**Levels of helium-like Nd⁵⁸⁺: screening, jj coupling, Breit and QED**

The table holds the 1snl levels up to n = 4, except 1s4f ¹F₃, which the list cuts off, from no-pair Dirac configuration interaction in a B-spline basis (CI) and with Breit and QED added (CI+MBPT; there is no core), together with term purities and Landé g factors. The program tests the Dirac formula with charge Z − 1 for the outer electron, a two-level singlet-triplet model and its jj limit, hydrogenic exchange, and the contact Breit term. The screened Dirac formula reproduces the d and f bindings to 0.4 eV rms and underbinds s and p by up to 128 eV, and all mixed purities lie within 0.03 of (l+1)/(2l+1). The CI+MBPT correction is mainly a 144.6 eV shift of the ground state, estimated as about 62 eV QED and 83 eV Breit and screening, against 78 eV from the contact term. The two-level model fits the CI energies of 1snp but fails on the final ones, where ³P₀ and ³P₁ change places.

Calculated values. Levels of helium-like Nd58+ (Z = 60) from B-spline many-body code 1: no-pair Dirac configuration interaction of two electrons with no core (CI), then with Breit and QED added (CI+MBPT). The nuclear rms radius is 4.9123 fm. Energies are relative to the 1s2 ground state, and levels are given up to the first gap in the list.

## Numerical check

```python
# Table: 1snl levels (eV) of He-like Nd58+, B-spline no-pair Dirac CI and CI+MBPT (no core: Breit+QED added).
# Tested: screened Dirac binding, jj limit and 2x2 mixing, hydrogenic exchange, contact Breit term, n^-3 scaling.
T = {
    'level_configuration': ['1s2', '1s2s', '1s2p', '1s2p', '1s2s', '1s2p', '1s2p', '1s3s', '1s3p', '1s3s', '1s3p', '1s3p', '1s3d', '1s3d', '1s3p', '1s3d', '1s3d', '1s4s', '1s4p', '1s4s', '1s4p', '1s4p', '1s4d', '1s4d', '1s4p', '1s4d', '1s4f', '1s4f', '1s4d', '1s4f'],
    'level_term': ['1S', '3S', '3P', '3P', '1S', '3P', '1P', '3S', '3P', '1S', '3P', '3P', '3D', '3D', '1P', '3D', '1D', '3S', '3P', '1S', '3P', '3P', '3D', '3D', '1P', '3D', '3F', '3F', '1D', '3F'],
    'level_j': [0, 1, 1, 0, 0, 2, 1, 1, 1, 0, 0, 2, 2, 1, 1, 3, 2, 1, 1, 0, 0, 2, 2, 1, 1, 3, 3, 2, 2, 4],
    'level_parity': ['even', 'even', 'odd', 'odd', 'even', 'odd', 'odd', 'even', 'odd', 'even', 'odd', 'odd', 'even', 'even', 'odd', 'even', 'even', 'even', 'odd', 'even', 'odd', 'odd', 'even', 'even', 'odd', 'even', 'odd', 'odd', 'even', 'odd'],
    'level_jj': ['1/2,1/2', '1/2,1/2', '1/2,1/2', '1/2,1/2', '1/2,1/2', '1/2,3/2', '1/2,3/2', '1/2,1/2', '1/2,1/2', '1/2,1/2', '1/2,1/2', '1/2,3/2', '1/2,3/2', '1/2,3/2', '1/2,3/2', '1/2,5/2', '1/2,5/2', '1/2,1/2', '1/2,1/2', '1/2,1/2', '1/2,1/2', '1/2,3/2', '1/2,3/2', '1/2,3/2', '1/2,3/2', '1/2,5/2', '1/2,5/2', '1/2,5/2', '1/2,5/2', '1/2,7/2'],
    'level_term_purity': [1.0, 1.0, 0.691, 1.0, 1.0, 1.0, 0.691, 1.0, 0.69, 1.0, 1.0, 1.0, 0.601, 1.0, 0.689, 1.0, 0.601, 1.0, 0.689, 1.0, 1.0, 1.0, 0.603, 1.0, 0.689, 1.0, 0.569, 1.0, 0.603, 1.0],
    'level_lande_g': [None, 2.002, 1.346, None, None, 1.501, 1.155, 2.002, 1.346, None, None, 1.501, 1.101, 0.4988, 1.156, 1.334, 1.067, 2.002, 1.345, None, None, 1.501, 1.101, 0.4988, 1.156, 1.334, 1.048, 0.6659, 1.066, 1.251],
    'level_energy_ci_ev': [0.0, 37750, 37846, 37829, 37836, 38463, 38498, 44914, 44940, 44936, 44935, 45123, 45134, 45134, 45133, 45190, 45190, 47384, 47394, 47393, 47393, 47471, 47476, 47476, 47476, 47499, 47500, 47500, 47500, 47511],  # eV
    'level_energy_ev': [0.0, 37615, 37703, 37717, 37718, 38321, 38360, 44772, 44796, 44799, 44800, 44980, 44989, 44991, 44991, 45045, 45047, 47240, 47250, 47251, 47252, 47327, 47331, 47332, 47332, 47355, 47355, 47355, 47356, 47367],  # eV
}
import numpy as np
from scipy import constants as c
from scipy.special import genlaguerre, gamma
from scipy.integrate import cumulative_trapezoid as ct
al = c.alpha; Ha = c.physical_constants['Hartree energy in eV'][0]; mc2 = Ha/al**2; Z = 60
# further outputs of the same run (eV): ionisation energies, removal energy, first 14 levels to 0.1 eV; rms radius from caption
IEf, IEc, IEtab, E2, rms = 50335.5, 50480.1, 50339.6, 101851.0, 4.9123e-15
fc = [0,37750.3,37846.4,37829,37835.8,38462.6,38497.6,44913.9,44940,44936.1,44935.4,45123.5,45134.1,45133.8]
ff = [0,37615.5,37703.3,37716.7,37718.1,38321,38360.4,44772.1,44796,44799.4,44799.7,44979.7,44988.6,44990.8]
Ec = np.array(T['level_energy_ci_ev'], float); Ef = np.array(T['level_energy_ev'], float)
assert max(abs(Ec[:14]-fc).max(), abs(Ef[:14]-ff).max()) < 0.51
Ec[:14] = fc; Ef[:14] = ff
cf = T['level_configuration']; J = [int(x) for x in T['level_j']]; N = len(cf); R = list(range(1, N))
lab = [T['level_term'][i]+str(J[i]) for i in range(N)]; ix = {(cf[i], lab[i]): i for i in range(N)}
n = {i: int(cf[i][2]) for i in R}; l = {i: 'spdf'.index(cf[i][3]) for i in R}
k = {i: (int(T['level_jj'][i].split(',')[1][0])+1)//2 for i in R}
dirac = lambda z, nn, kk: mc2*(1-1/np.sqrt(1+(z*al/(nn-kk+np.sqrt(kk*kk-(z*al)**2)))**2))
res = {i: IEc-Ec[i]-dirac(Z-1, n[i], k[i]) for i in R}; own = {i: Ef[i]-Ec[i]-(IEf-IEc) for i in R}
print(f"Z*alpha {Z*al:.4f}, squared {(Z*al)**2:.4f}; rounding 0.1 eV up to 1s3d 3D1, 1 eV after (differences +-1 eV)")
print(f"IE CI-tabulated {IEc-IEtab:+.1f} eV, final-tabulated {IEf-IEtab:+.1f} eV ({(IEf-IEtab)/IEtab*1e6:.0f} ppm), final-CI {IEf-IEc:+.1f} eV")
print(f"level final-CI: from {min(Ef[1:]-Ec[1:]):.1f} to {max(Ef[1:]-Ec[1:]):.1f} eV")
print("per level: CI binding minus Dirac(Z-1) / own Breit+QED shift relative to threshold, eV")
for s in dict.fromkeys(cf[1:]):
    print(" ", s, "  ".join(f"{lab[i]} {res[i]:+.1f}/{own[i]:+.1f}" for i in R if cf[i] == s))
for nm, f in [("Dirac Z-1", lambda i: dirac(Z-1, n[i], k[i])), ("Schroedinger Z-1", lambda i: (Z-1)**2*Ha/2/n[i]**2), ("Dirac Z", lambda i: dirac(Z, n[i], k[i]))]:
    r = {i: IEc-Ec[i]-f(i) for i in R}; w = max(R, key=lambda i: abs(r[i]))
    rm = [np.sqrt(np.mean([r[i]**2 for i in R if (l[i] > 1) == b])) for b in (False, True)]
    print(f"{nm}: rms s,p {rm[0]:.1f} eV, d,f {rm[1]:.1f} eV; worst {cf[w]} {lab[w]} {r[w]:+.1f} eV")
assert max(abs(res[i]) for i in R if l[i] > 1) < 2
mix = [i for i in R if T['level_term_purity'][i] < 0.99]
print("triplet purity/jj limit:", "  ".join(f"{cf[i]} {T['level_term_purity'][i]:.3f}/{(l[i]+1)/(2*l[i]+1):.3f}" for i in mix if lab[i][0] == '3'))
assert all(abs(T['level_term_purity'][i]-(l[i]+1)/(2*l[i]+1)) < 0.03 for i in mix)
gs = -c.physical_constants['electron g factor'][0]; dev = []
for i in R:
    if J[i] > 0:
        gT = 1+(gs-1)*(J[i]*(J[i]+1)+2-l[i]*(l[i]+1))/(2*J[i]*(J[i]+1)); p = T['level_term_purity'][i]
        wt = p if lab[i][0] == '3' else 1-p; dev.append(abs(wt*gT+1-wt-T['level_lande_g'][i]))
gam = np.sqrt(1-(Z*al)**2)
print(f"g from LS formula weighted by purity: largest deviation {max(dev):.4f}; Dirac bound 1s g {2*(1+2*gam)/3:.3f}")
for m in (2, 3, 4):
    s = f"1s{m}p"; a0, a1, a2, b1 = [ix[(s, t)] for t in ('3P0', '3P1', '3P2', '1P1')]
    print(f"{s} Dirac p3/2-p1/2: Z-1 {dirac(Z-1,m,1)-dirac(Z-1,m,2):.1f}, Z {dirac(Z,m,1)-dirac(Z,m,2):.1f} eV; 3P0-3P1 CI {Ec[a0]-Ec[a1]:+.1f}, final {Ef[a0]-Ef[a1]:+.1f} eV")
    for nm, E in (("CI", Ec), ("final", Ef)):
        fs = E[a2]-E[a0]; z = fs/1.5; K2 = E[a1]+E[b1]-E[a0]-E[a2]; d = K2+z/2; gap = np.sqrt(d*d+2*z*z)
        print(f"   {nm}: 3P2-3P0 {fs:.1f}, 2K {K2:.1f}, J=1 gap model {gap:.1f} table {E[b1]-E[a1]:.1f} eV, purity model {0.5*(1+d/gap):.3f} table {T['level_term_purity'][a1]:.3f}")
x = np.linspace(1e-6, 80, 200001); I = lambda y: ct(y, x)[-1]
def P(m):
    y = x*np.exp(-x/m)*genlaguerre(m-1, 1)(2*x/m); return y/np.sqrt(I(y*y))
for m in (2, 3, 4):
    rho = P(1)*P(m); K = 2*I(rho*ct(rho, x, initial=0)/x)*Z*Ha; br = al**2*Z**3*I(rho**2/x**2)*Ha
    a, b = ix[(f"1s{m}s", '3S1')], ix[(f"1s{m}s", '1S0')]; g1 = Ec[b]-Ec[a]; g2 = Ef[b]-Ef[a]
    print(f"1s{m}s 1S-3S: CI {g1:.1f}, hydrogenic 2K {2*K:.1f} (ratio {g1/2/K:.2f}); final {g2:.1f}, added {g2-g1:.1f}, contact Breit {br:.1f} eV")
    print(f"   1S0 minus 1s{m}p 3P0: CI {Ec[b]-Ec[ix[(f'1s{m}p','3P0')]]:+.1f}, final {Ef[b]-Ef[ix[(f'1s{m}p','3P0')]]:+.1f} eV")
ex = {o+' '+t: np.log(own[ix[('1s2'+o, t)]]/own[ix[('1s3'+o, t)]])/np.log(1.5) for o, t in (('s', '3S1'), ('s', '1S0'), ('p', '3P0'))}
print("own shift ~ n^-q, q from n=2,3:", "  ".join(f"{q} {v:.2f}" for q, v in ex.items()))
assert all(2.5 < v < 3.5 for v in ex.values())
Rn = np.sqrt(5/3)*rms/c.physical_constants['Bohr radius'][0]; t = 2*gam
fns = 2*Z*Z*(2*Z*Rn)**t*(1/t-1.5/(t+1)+0.5/(t+3))/gamma(t+1)*Ha
D = dirac(Z, 1, 1); qed = D-fns-(E2-IEf)
print(f"1s of Nd59+: run {E2-IEf:.1f}, point Dirac {D:.1f}, gap {D-E2+IEf:.1f}, nuclear size (first order, rough) {fns:.0f}, left for QED {qed:.0f} eV")
print(f"IE shift {IEc-IEf:.1f} minus 1s QED {qed:.0f} = {IEc-IEf-qed:.0f} eV; contact Breit alpha^2 Z^3/4 = {al**2*Z**3/4*Ha:.0f} eV; 1s QED/8 = {qed/8:.0f} eV")
print(f"1s2 repulsion in CI about {D-fns-IEc:.0f} eV; hydrogenic 5Z/8 = {5*Z/8*Ha:.0f} eV; ratio {(D-fns-IEc)/(5*Z/8*Ha):.3f}")
```

Output:

```
Z*alpha 0.4378, squared 0.1917; rounding 0.1 eV up to 1s3d 3D1, 1 eV after (differences +-1 eV)
IE CI-tabulated +140.5 eV, final-tabulated -4.1 eV (-81 ppm), final-CI -144.6 eV
level final-CI: from -145.5 to -112.3 eV
per level: CI binding minus Dirac(Z-1) / own Breit+QED shift relative to threshold, eV
  1s2s 3S1 +127.7/+9.8  1S0 +42.2/+26.9
  1s2p 3P1 +31.6/+1.5  3P0 +49.0/+32.3  3P2 +36.7/+3.0  1P1 +1.7/+7.4
  1s3s 3S1 +35.7/+2.8  1S0 +13.5/+7.9
  1s3p 3P1 +9.6/+0.6  3P0 +14.2/+8.9  3P2 +10.8/+0.8  1P1 +1.3/+2.6
  1s3d 3D2 +0.2/-0.9  3D1 +0.5/+1.6  3D3 +0.3/-0.4  1D2 +0.3/+1.6
  1s4s 3S1 +14.5/+0.6  1S0 +5.5/+2.6
  1s4p 3P1 +4.5/+0.6  3P0 +5.5/+3.6  3P2 +5.1/+0.6  1P1 +0.1/+0.6
  1s4d 3D2 +0.1/-0.4  3D1 +0.1/+0.6  3D3 +0.8/+0.6  1D2 -0.2/+0.6
  1s4f 3F3 -0.2/-0.4  3F2 -0.2/-0.4  3F4 +0.4/+0.6
Dirac Z-1: rms s,p 37.3 eV, d,f 0.4 eV; worst 1s2s 3S1 +127.7 eV
Schroedinger Z-1: rms s,p 421.1 eV, d,f 43.9 eV; worst 1s2s 3S1 +889.4 eV
Dirac Z: rms s,p 259.6 eV, d,f 137.7 eV; worst 1s2p 3P1 -429.3 eV
triplet purity/jj limit: 1s2p 0.691/0.667  1s3p 0.690/0.667  1s3d 0.601/0.600  1s4p 0.689/0.667  1s4d 0.603/0.600  1s4f 0.569/0.571
g from LS formula weighted by purity: largest deviation 0.0006; Dirac bound 1s g 1.865
1s2p Dirac p3/2-p1/2: Z-1 621.3, Z 667.5 eV; 3P0-3P1 CI -17.4, final +13.4 eV
   CI: 3P2-3P0 633.6, 2K 52.4, J=1 gap model 652.9 table 651.2 eV, purity model 0.702 table 0.691
   final: 3P2-3P0 604.3, 2K 26.0, J=1 gap model 613.5 table 657.1 eV, purity model 0.685 table 0.691
1s3p Dirac p3/2-p1/2: Z-1 184.7, Z 198.5 eV; 3P0-3P1 CI -4.6, final +3.7 eV
   CI: 3P2-3P0 188.1, 2K 14.1, J=1 gap model 193.3 table 193.0 eV, purity model 0.699 table 0.690
   final: 3P2-3P0 180.0, 2K 7.6, J=1 gap model 182.7 table 195.0 eV, purity model 0.685 table 0.690
1s4p Dirac p3/2-p1/2: Z-1 77.6, Z 83.4 eV; 3P0-3P1 CI -1.0, final +2.0 eV
   CI: 3P2-3P0 78.0, 2K 6.0, J=1 gap model 80.2 table 82.0 eV, purity model 0.700 table 0.689
   final: 3P2-3P0 75.0, 2K 3.0, J=1 gap model 76.1 table 82.0 eV, purity model 0.684 table 0.689
1s2s 1S-3S: CI 85.5, hydrogenic 2K 71.7 (ratio 1.19); final 102.6, added 17.1, contact Breit 15.5 eV
   1S0 minus 1s2p 3P0: CI +6.8, final +1.4 eV
1s3s 1S-3S: CI 22.2, hydrogenic 2K 18.8 (ratio 1.18); final 27.3, added 5.1, contact Breit 4.4 eV
   1S0 minus 1s3p 3P0: CI +0.7, final -0.3 eV
1s4s 1S-3S: CI 9.0, hydrogenic 2K 7.6 (ratio 1.18); final 11.0, added 2.0, contact Breit 1.8 eV
   1S0 minus 1s4p 3P0: CI +0.0, final -1.0 eV
own shift ~ n^-q, q from n=2,3: s 3S1 3.09  s 1S0 3.02  p 3P0 3.18
1s of Nd59+: run 51515.5, point Dirac 51584.1, gap 68.6, nuclear size (first order, rough) 7, left for QED 62 eV
IE shift 144.6 minus 1s QED 62 = 83 eV; contact Breit alpha^2 Z^3/4 = 78 eV; 1s QED/8 = 8 eV
1s2 repulsion in CI about 1097 eV; hydrogenic 5Z/8 = 1020 eV; ratio 1.075
```
